## When atoms do not keep their polarisability: CdS under uniform strain

If a crystal is stretched until each atom has 27 % more room, every cubic centimetre holds fewer polarisable atoms. With atoms that respond to a field as before, the polarisation per volume must drop, and the dielectric constant with it. The same counting lies behind estimating a refractive index from a density. For wurtzite CdS it fails, as the computed electronic dielectric constants show.

Ansatz 0.2.0, DFT with the r2SCAN functional and PAW potentials: wurtzite CdS (4-atom cell), edges strained uniformly by −4 % to +4 %, atomic positions relaxed at each strain. The dielectric constants are for atoms held fixed in the field. Plane-wave cutoff 500 eV, 6×6×4 k mesh, fixed occupations, no spin polarisation or spin–orbit coupling.

| volume (Å³/atom) | c/a | shortest distance (Å) | electronic dielectric xx | electronic dielectric zz |
| --- | --- | --- | --- | --- |
| 22.478 | 1.6247 | 2.443 | 5.359 | 5.442 |
| 23.188 | 1.6246 | 2.468 | 5.350 | 5.430 |
| 23.913 | 1.6247 | 2.494 | 5.350 | 5.427 |
| 24.652 | 1.6246 | 2.519 | 5.359 | 5.432 |
| 25.407 | 1.6247 | 2.545 | 5.376 | 5.446 |
| 26.177 | 1.6247 | 2.570 | 5.401 | 5.469 |
| 26.962 | 1.6246 | 2.595 | 5.435 | 5.500 |
| 27.763 | 1.6247 | 2.621 | 5.478 | 5.541 |
| 28.579 | 1.6247 | 2.646 | 5.532 | 5.591 |

The columns xx and zz hold the response to a field across and along the hexagonal axis. The atoms are held still while the field acts, so only the electrons respond, as they do to light of a frequency above the lattice vibrations and well below the band gap. The ratio c/a stays the same to within 0.0001, so the series changes the bond length and hardly the shape. Under the pressures that the most compressed cells would need, real CdS takes the rocksalt structure; those rows describe wurtzite that is only metastable.

### The fixed-polarisability estimate

Let ε be the electronic dielectric constant xx, V the volume per atom and α the mean polarisability of an atom. The Clausius–Mossotti relation, which includes the field that the polarised neighbours exert on each atom, reads

(ε − 1)/(ε + 2) = 4πα/(3V).

If α is constant, the left side scales as 1/V. The unstrained cell, at 25.407 Å³ per atom, sets the constant: (5.376 − 1)/(5.376 + 2) = 0.593. For the most expanded cell this becomes 0.593 × 25.407/28.579 = 0.527. Solving for the dielectric constant gives ε = (1 + 2 × 0.527)/(1 − 0.527) ≈ 4.35.

The calculation gives 5.53. In terms of the refractive index, the square root of ε, the estimate predicts a fall from 2.32 to 2.09 on expansion, whereas the computed index rises to 2.35. For the computed crystal, a correction for density alone would therefore change the index in the wrong direction.

### How the failure shows itself

The relation can be turned round and used as a test. Each row yields its own α, and if the assumption held, all rows would yield the same one. Instead α grows at every step, from 3.18 to 4.11 Å³. A quantity that was assumed constant has changed by 29 %, about as much as the volume itself.

The stated error of the response is no way out: it is at most 0.03, while the estimate misses every strained cell by about 0.33 or more. Convergence with the k mesh was not tested and is taken up below. Nor does the blame lie with the field of the neighbours: if it is left out and ε − 1 simply scales as 1/V, the prediction for the most expanded cell is 4.89, still a fall, though a smaller miss and one more exposed to an error of the mesh. What fails in these numbers is the assumption common to both formulas, that an atom's polarisability does not depend on its distance from its neighbours.

### Why the polarisability grows

An electric field polarises electrons by mixing a little of the empty states into the filled ones. In perturbation theory each pair of states contributes its oscillator strength (the transition strength meant below) divided by the square of the energy between them. Low excitation energies thus make a soft, polarisable electron cloud. In an assembly of well-separated molecules these energies belong to the molecule and hardly depend on the spacing, which is why a fixed α serves well there.

In CdS the upper filled states are usually assigned mainly to sulfur p and the lowest empty ones mainly to cadmium s; the orbital weights were not examined here. On this assignment the excitations reach across the bond, and their energies depend on its length. A longer bond means weaker overlap and a smaller separation between bonding and antibonding states. The difference in electric potential between the cadmium and sulfur sites, which also holds the two sets of states apart, weakens with distance too. The band gap from the same calculations fits this picture, though it cannot tell the two causes apart: it falls at every step of the expansion, from 1.92 to 1.33 eV.

Expansion thus does two things at once: it dilutes the atoms and softens them. By the Clausius–Mossotti relation ε stays constant if α grows in proportion to V, so the outcome depends on which of the two grows faster. If a single average excitation energy governs α, and the transition strengths stay fixed, α varies as the inverse square of that energy. One per cent more volume is then balanced by an average energy lower by half a per cent. This is the comparison to make for a similar semiconductor, with an average over all excitations and not with the band gap.

In CdS the two effects nearly tie under compression. The shallow dip there is 0.009 deep in xx and 0.015 in zz. The rows run smoothly through it, but it is smaller than the stated error and is not established. On expansion the softening wins in these runs, and from its minimum ε rises by 0.18, well beyond the stated error. Two things favour the later steps. The volume grows by 3.2 % in the first step and by 2.9 % in the last, so the dilution eases. The gap shrinks by 0.07 eV in both, but the last step starts from a smaller gap, so the relative change is larger.

### The opposite mistake

It is tempting to repair the estimate by letting the gap stand for all excitations, with ε − 1 proportional to 1/(V × gap²). Anchored at the unstrained cell, this law gives 6.82 for the most expanded one, which is too high by 1.29. On expansion, fixed atoms are too stiff, and atoms governed by the gap alone are too soft.

The reason is that the gap belongs to one point of the Brillouin zone, its centre. Few states lie close to it, and most of the response is expected to come from transitions at higher energies, which should change relatively less. Over the whole series the gap falls by 31 %, while an average excitation energy would have to fall by only 13 % to account for the computed growth of (ε − 1)V at fixed transition strength. Whether the strengths change as well has not been tested here.

A law between the two extremes replaces the gap by the gap plus a constant energy. With this constant and an overall strength fitted to all nine rows, it follows the xx column with a typical deviation of 0.01, as the printed analysis after this text shows. The deviations are not random: the law lies low at both ends and high in the middle, so it captures only part of the curvature. The law takes the transition strengths as fixed and lets every excitation energy shift by as much as the gap. Where that is not so, the fitted constant of 2.6 eV absorbs the difference, so it should not be read as the energy of a particular transition.

The same reasoning limits what can be said about the density functional. It gives a gap of 1.63 eV for the unstrained cell, where experiment finds roughly 2.5 eV. Excitation energies that are too low tend to make the response too large. The size of that error in ε cannot be obtained by scaling with the gap, because the strained cells show that the dielectric constant does not follow the gap alone.

The trend is affected too. If the real gap shifts by similar amounts but starts from a larger value, its relative change is smaller, and so probably is the softening. Since softening and dilution nearly cancel, the rise of ε on expansion could be weaker in real CdS, or absent. The k mesh adds a second doubt. On a 6×6×4 mesh the zone centre stands for 1/144 of the zone, and the term from its lowest transitions grows as the inverse cube of the gap. A sampling error is therefore expected to change along the series instead of cancelling, and it may be as large as the rise; only a denser mesh can settle this. The failure of the Clausius–Mossotti estimate is much less in doubt, because it misses by far more than the whole rise.

Printed output of the fit:

```
Dielectric constant xx, computed and from simple laws fixed at the unstrained cell:
     row  computed  fixed polarisability  dilution only  gap only  polarisability A3 per atom  gap eV
  22.478     5.359                 7.107          5.946      4.57                       3.179    1.92
  23.188      5.35                 6.573          5.795     4.729                       3.276    1.85
  23.913      5.35                 6.116          5.649     4.914                       3.379   1.778
  24.652     5.359                 5.721           5.51     5.128                       3.486   1.706
  25.407     5.376                 5.376          5.376     5.376                       3.598   1.632
  26.177     5.401                 5.073          5.247     5.662                       3.716   1.557
  26.962     5.435                 4.804          5.124     5.993                        3.84   1.483
  27.763     5.478                 4.564          5.005     6.378                       3.969   1.408
  28.579     5.532                 4.348           4.89     6.823                       4.105   1.334
Fixed polarisability less computed, smallest volume: 1.748
Fixed polarisability less computed, largest volume: -1.184
Smallest size of this miss in a strained row: 0.3285
Gap-only law less computed, smallest volume: -0.7886
Gap-only law less computed, largest volume: 1.291
Largest stated error of the response: 0.029
Growth of volume over the series, percent: 27.14
Growth of extracted polarisability, percent: 29.15
Growth of (eps-1) times volume, xx, percent: 32.19
Growth of (eps-1) times volume, zz, percent: 31.41
Fall of the gap, percent: 30.56
Fall of one average excitation energy that would suffice at fixed strength, percent: 13.02
Depth of the dip in xx below the smallest volume: 0.009
Rise of xx from its minimum to the largest volume: 0.182
Growth of the Born charge of Cd, xx, percent: 13.92
fit of chi on 9 rows: coefficient of 1/(vol*(gap + s)**2) 1994 +/- 1.7, s 2.598; rms 0.01, worst 28.579 -0.0184, leave-one-out rms 0.0138
```
